\textbf{Student:} For the indium ground level, $5s^25p\;{}^2P_{1/2}$, I get $T|\tfrac12,\tfrac12\rangle=-|\tfrac12,-\tfrac12\rangle$. Your rule $T|jm\rangle=(-1)^{j-m}|j,-m\rangle$ gives a plus sign. One of us is wrong.

\textbf{Lecturer:} Neither. Fix the conventions first: $\hbar=1$, real Clebsch--Gordan coefficients, coupling order $l$ then $s$, real radial functions, and $T=-i\sigma_yK$, where $K$ conjugates functions of position and leaves the spinors $\alpha,\beta$ alone. Then $T\alpha=\beta$ and $T\beta=-\alpha$, which is the rule for $j=\tfrac12$. Suppose two systems obey it. $T$ passes through real coefficients, so
\begin{equation}
T|JM\rangle=\sum_{m_1m_2}\langle j_1m_1j_2m_2|JM\rangle(-1)^{j_1+j_2-M}|j_1,-m_1\rangle|j_2,-m_2\rangle .
\end{equation}
Reversing all projections in a coefficient costs $(-1)^{j_1+j_2-J}$, which equals $(-1)^{J-j_1-j_2}$ because the exponent is an integer. The factors containing $j_1+j_2$ cancel:
\begin{equation}
T|JM\rangle=(-1)^{J-M}|J,-M\rangle .
\end{equation}

\textbf{Student:} Then my spinor, $l=1$ coupled to $s=\tfrac12$, should obey it.

\textbf{Lecturer:} Only if both ingredients do. Condon--Shortley (CS) harmonics have $Y_{lm}^*=(-1)^mY_{l,-m}$, which differs from the rule by $(-1)^l$. That factor is independent of $m$, so it comes out of the sum:
\begin{equation}
T|lsjm\rangle_{\rm CS}=(-1)^{l+j-m}|lsj,-m\rangle_{\rm CS}.
\end{equation}
The functions $i^lY_{lm}$, the convention associated with Biedenharn and Rose and with Fano and Racah, repair this, since $(i^l)^*=(-1)^li^l$ gives $(i^lY_{lm})^*=(-1)^{l-m}i^lY_{l,-m}$. The factor $(-i)^l$ works equally well. Your spinors are
\begin{align}
|p_{1/2},\tfrac12\rangle&=\sqrt{\tfrac23}\,Y_{11}\beta-\sqrt{\tfrac13}\,Y_{10}\alpha,\\
|p_{1/2},-\tfrac12\rangle&=\sqrt{\tfrac13}\,Y_{10}\beta-\sqrt{\tfrac23}\,Y_{1,-1}\alpha,\\
|p_{3/2},\pm\tfrac12\rangle&=\sqrt{\tfrac23}\,Y_{10}\chi_\pm+\sqrt{\tfrac13}\,Y_{1,\pm1}\chi_\mp ,
\end{align}
with $\chi_+=\alpha$, $\chi_-=\beta$. Under $T$ the first becomes $\sqrt{2/3}\,Y_{1,-1}\alpha-\sqrt{1/3}\,Y_{10}\beta$, which is minus the second, as you found. And $|p_{3/2},\tfrac12\rangle$ goes to plus $|p_{3/2},-\tfrac12\rangle$. Multiply every spinor by $i$ and both signs flip to those of the rule.

\textbf{Student:} So for a many-electron term I replace $l$ by $L$.

\textbf{Lecturer:} No. Each electron brings its own $(-1)^{l_i}$, and coupling and antisymmetrising use real coefficients only. The result is
\begin{equation}
T|JM\rangle_{\rm CS}=\eta\,(-1)^{J-M}|J,-M\rangle_{\rm CS},\qquad \eta=(-1)^{\sum_il_i},
\end{equation}
so $\eta$ is the parity. A closed subshell holds an even number $2j+1$ of electrons coupled to zero and contributes nothing. Here is the phase $t$ in $T|JM\rangle=t|J,-M\rangle$ for indium and its neighbours. The inputs are the open-shell configuration, the term and, for the hyperfine rows, the nuclear spin $I=9/2$ of $^{115}$In, whose states I phase by the rule; there $F$ plays the part of $J$.
\begin{center}
\begin{tabular}{llccccc}
\hline
system & state & $\sum l_i$ & $J$ & $M$ & $t$ ($i^l$) & $t$ (CS)\\
\hline
In & $6s\;{}^2S_{1/2}$ & 0 & 1/2 & 1/2 & $1$ & $1$\\
In & $5p\;{}^2P_{1/2}$ & 1 & 1/2 & 1/2 & $1$ & $-1$\\
In & $5p\;{}^2P_{3/2}$ & 1 & 3/2 & 1/2 & $-1$ & $1$\\
$^{115}$In & ${}^2P_{1/2}$, $F=4$ & 1 & 4 & 0 & $1$ & $-1$\\
$^{115}$In & ${}^2P_{1/2}$, $F=5$ & 1 & 5 & 0 & $-1$ & $1$\\
In$^+$ & $5s5p\;{}^3P_0$ & 1 & 0 & 0 & $1$ & $-1$\\
Sn & $5p^2\;{}^3P_0$ & 2 & 0 & 0 & $1$ & $1$\\
Sb & $5p^3\;{}^4S_{3/2}$ & 3 & 3/2 & 1/2 & $-1$ & $1$\\
Te & $5p^4\;{}^3P_2$ & 4 & 2 & 0 & $1$ & $1$\\
I & $5p^5\;{}^2P_{3/2}$ & 5 & 3/2 & 1/2 & $-1$ & $1$\\
\hline
\end{tabular}
\end{center}
The $i^l$ column depends on $J-M$ alone. The two columns disagree for In, agree for Sn, disagree for Sb, and alternate to the end of the row, because each added $p$ electron multiplies $\eta$ by $-1$. With $(-1)^L$ you would get Sn, Sb and Te wrong.

\textbf{Student:} Antimony bothers me. An $S$ term has no orbital angular momentum.

\textbf{Lecturer:} Its orbital part is the determinant of $Y_{11},Y_{10},Y_{1,-1}$. Conjugation sends these to $-Y_{1,-1},Y_{10},-Y_{11}$. The two signs cancel, and restoring the order takes one transposition, so the determinant changes sign: it is purely imaginary. In Cartesian form it is proportional to the triple product of the three position vectors, a rotational scalar of odd parity.

\textbf{Student:} These atoms are not in pure $LS$ coupling, and indium orbitals are four-component.

\textbf{Lecturer:} Intermediate coupling mixes states of equal $J$ and parity, hence of equal $\eta$, and with real coefficients, as I show in a moment. The table is untouched. For the Dirac orbital $r^{-1}(P\,\Omega_{\kappa m},\,iQ\,\Omega_{-\kappa m})$, with real $P,Q$, CS spin-angular functions $\Omega$ and $T=-i\Sigma_yK$, the small component has $l\pm1$: $s_{1/2}$ under $p_{1/2}$, $d_{3/2}$ under $p_{3/2}$. Its CS phase is opposite to that of the large component, and conjugating the explicit $i$ supplies the compensating sign. That $i$ is the relative factor of the $i^l$ convention. Multiply the $p_{3/2}$ orbital by $i$ and it reads $(P\,i\Omega_p,\,Q\,i^2\Omega_d)$ with real radial weights.

\textbf{Student:} Still, $T$ is antiunitary, so rephasing a state by $e^{i\phi}$ changes $t$ by $e^{-2i\phi}$. The In$^+$ entry $-1$ means nothing physical. Why care?

\textbf{Lecturer:} Correct. What no rephasing changes is $T^2=(-1)^{2J}$, the source of Kramers degeneracy, and both columns give it. The convention decides which matrix elements are real. Take a tensor operator of integer rank $k$ with $TV_qT^{-1}=\tau(-1)^qV_{-q}$; for a tensor whose $q=0$ component is Hermitian, $\tau=+1$ means time-even and $\tau=-1$ time-odd. Define $R$ by $\langle jm|V_q|j'm'\rangle=\langle j'm'kq|jm\rangle R$. Antiunitarity gives $\langle a|V_q|b\rangle^*=\langle Ta|TV_qT^{-1}|Tb\rangle$. Collect $(-1)^q$, the two state phases, and $(-1)^{j'+k-j}$ from the coefficient. With $m=m'+q$ the exponent is $k+2(j'-m')$, so
\begin{equation}
R^*=\tau\,(-1)^k\,\eta\eta'\,R .
\end{equation}
In the $i^l$ convention $\eta\eta'=1$, and every time-even scalar, such as a field-free Hamiltonian, is real whether or not it conserves parity. In CS this holds between states of equal parity, which covers intermediate coupling. For the indium spinors at $m=\tfrac12$, with radial overlaps set to one except in the last row, where $D=\int g\,(f'+2f/r)\,r^2dr$ for radial functions $g$ ($s$) and $f$ ($p$):
\begin{center}
\begin{tabular}{lcclcc}
\hline
operator & $k$ & $\tau$ & bra, ket & CS & $i^l$\\
\hline
$\cos\theta$ (E1) & 1 & $+$ & $s_{1/2},p_{1/2}$ & $-1/3$ & $-i/3$\\
$S_z$ (M1) & 1 & $-$ & $p_{3/2},p_{1/2}$ & $-\sqrt2/3$ & $-\sqrt2/3$\\
$P_2(\cos\theta)$ (E2) & 2 & $+$ & $p_{3/2},p_{1/2}$ & $-\sqrt2/5$ & $-\sqrt2/5$\\
$\boldsymbol\sigma\cdot\hat{\mathbf r}$ & 0 & $-$ & $s_{1/2},p_{1/2}$ & $-1$ & $-i$\\
$\boldsymbol\sigma\cdot\mathbf p$ & 0 & $+$ & $s_{1/2},p_{1/2}$ & $iD$ & $-D$\\
\hline
\end{tabular}
\end{center}

\textbf{Student:} So $i^l$ makes my $5p$--$6s$ dipole element imaginary. That looks like a loss.

\textbf{Lecturer:} It is a trade, and the formula shows its terms. Within the $p$ shell the factors $i$ of bra and ket cancel and the columns coincide. Across parities $\eta\eta'=-1$ in CS, so whatever is real in one column is imaginary in the other. An electric multipole has $\tau=+1$ and connects states with $\eta\eta'=(-1)^k$; a magnetic one has $\tau=-1$ and $\eta\eta'=(-1)^{k+1}$. In CS the product is $+1$ in both cases, so all radiative multipole elements are real, which suits atomic spectroscopy. In $i^l$ the test needs only $\tau(-1)^k$ and never the parities, which suits problems where a scalar interaction mixes $s_{1/2}$ with $p_{1/2}$. The relative phase of the E1 and $\boldsymbol\sigma\cdot\mathbf p$ rows is the same in both columns, a factor $i$ times a real number, and only such relative phases reach an observable.

\textbf{Student:} And in a magnetic field, where $T$ is broken?

\textbf{Lecturer:} Then $T$ relates the field $B$ to $-B$. Take $H_Z=\mu_BB(L_z+2S_z)$, with $g_s=2$. Since $J_z$ does not connect the two levels, the coupling is $\mu_BB$ times the $S_z$ entry, and to first order the lower state is $|p_{1/2},m\rangle+c_m|p_{3/2},m\rangle$ with
\begin{equation}
c_{1/2}=\frac{\sqrt2}{3}\,\frac{\mu_BB}{\Delta}.
\end{equation}
At $B=10$~T, $\mu_BB=4.67$~cm$^{-1}$ and the coupling has magnitude $2.20$~cm$^{-1}$. With an approximate fine-structure interval $\Delta=2213$~cm$^{-1}$ as input, $c_{1/2}\approx1.0\times10^{-3}$. This is the Zeeman part with equal radial functions for the two levels. The hyperfine interaction adds an admixture that is not proportional to $B$; the approximate ground-level splitting of $0.38$~cm$^{-1}$ divided by $\Delta$ sets its scale at $2\times10^{-4}$. Now apply $T$. The two components acquire opposite phases in either column of the first table, and $c$ is real, so $c_{-1/2}(-B)=-c_{1/2}(B)$. Linearity in $B$ then gives $c_{-1/2}(B)=c_{1/2}(B)$, and the spinors confirm it: $\langle p_{3/2},-\tfrac12|S_z|p_{1/2},-\tfrac12\rangle=-\sqrt2/3$ again. For an axial electric field gradient, time-even and of rank two, $T$ keeps the field fixed, so $c_{-1/2}=-c_{1/2}$, and the $P_2$ element at $m=-\tfrac12$ is indeed $+\sqrt2/5$.